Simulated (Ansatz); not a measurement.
A series in volume scale on SrAg₄Sb₂

All results are calculated (Ansatz 0.2.0). Free energy against uniform scaling of the volume at fixed shape and fractions; periodic cell, basis, potentials, k mesh and filling as listed.

The cell before it is scaled or strained (space group R-3m, No. 166):
```
SrAg4Sb2
1.0
      2.3781     1.3730     8.3707
     -2.3781     1.3730     8.3707
      0.0000    -2.7460     8.3707
Sr Ag Sb
1 4 2
Direct
  0.00000 0.00000 0.00000
  0.14193 0.14193 0.14193
  0.85807 0.85807 0.85807
  0.43502 0.43502 0.43502
  0.56498 0.56498 0.56498
  0.25457 0.25457 0.25457
  0.74543 0.74543 0.74543
```

Settings of every row: functional PBEsol; dispersion D3(BJ)+ATM; potentials PAW; wave cutoff 500 eV; density cutoff 2000 eV; k mesh 7x7x7; k shift 0x0x0; occupations fermi dirac; smearing width 0.1 eV; spin none.

Limits: coarse k mesh, up to 40 meV an atom off; minimum outside the range.

| row | volume scale | V (Å³/atom) | energy above lowest point (meV/atom) | pressure (GPa) |
| --- | --- | --- | --- | --- |
| 1 | 0.9406 | 22.035 | 0 | -1.58 |
| 2 | 0.9703 | 22.731 | 11.7 | -3.73 |
| 3 | 1 | 23.427 | ? | ? |
| 4 | 1.0297 | 24.123 | 58.8 | -6.9 |
| 5 | 1.0594 | 24.819 | 91.4 | -8.06 |

Question: what energy above lowest point and pressure should row 3 give?

Worked fit of energy above lowest point. Take u = (V_r/V)^(2/3) − 1 with V_r = 23.427 Å³ an atom, which is twice the finite (Eulerian) strain; such expansions in the strain, on which the Birch-Murnaghan equation of state is built, carry the rest volume and the bulk modulus. The shown rows have u = 0.04168, 0.02031, -0.01933, -0.03775. Least squares give energy above lowest point = 31.79 − 1192.6 × u + 10286 × u² meV/atom; a straight line predicts inner rows, each left out in turn, worse (root mean square 9.4 against 0.29 meV/atom). The rows lie off it by 0.0, -0.1, 0.1, -0.1. The withheld row has u = 0, so the fit gives 31.79 − 1192.6 × (0) + 10286 × (0)² = 31.8 meV/atom.

The calculation gave 31.8 meV/atom. The fit meets it to the printed digit.

Worked fit of pressure. Take u = (V_r/V)^(2/3) − 1 with V_r = 23.427 Å³ an atom, which is twice the finite (Eulerian) strain; such expansions in the strain, on which the Birch-Murnaghan equation of state is built, carry the rest volume and the bulk modulus. The shown rows have u = 0.04168, 0.02031, -0.01933, -0.03775. Least squares give pressure = −5.48 + 80.2 × u + 318 × u² GPa; a straight line predicts inner rows, each left out in turn, worse (root mean square 0.29 against 0.027 GPa). The rows lie off it by 0.00, -0.01, 0.01, -0.01. The withheld row has u = 0, so the fit gives −5.48 + 80.2 × (0) + 318 × (0)² = -5.48 GPa.

The calculation gave -5.48 GPa. The fit meets it to the printed digit.
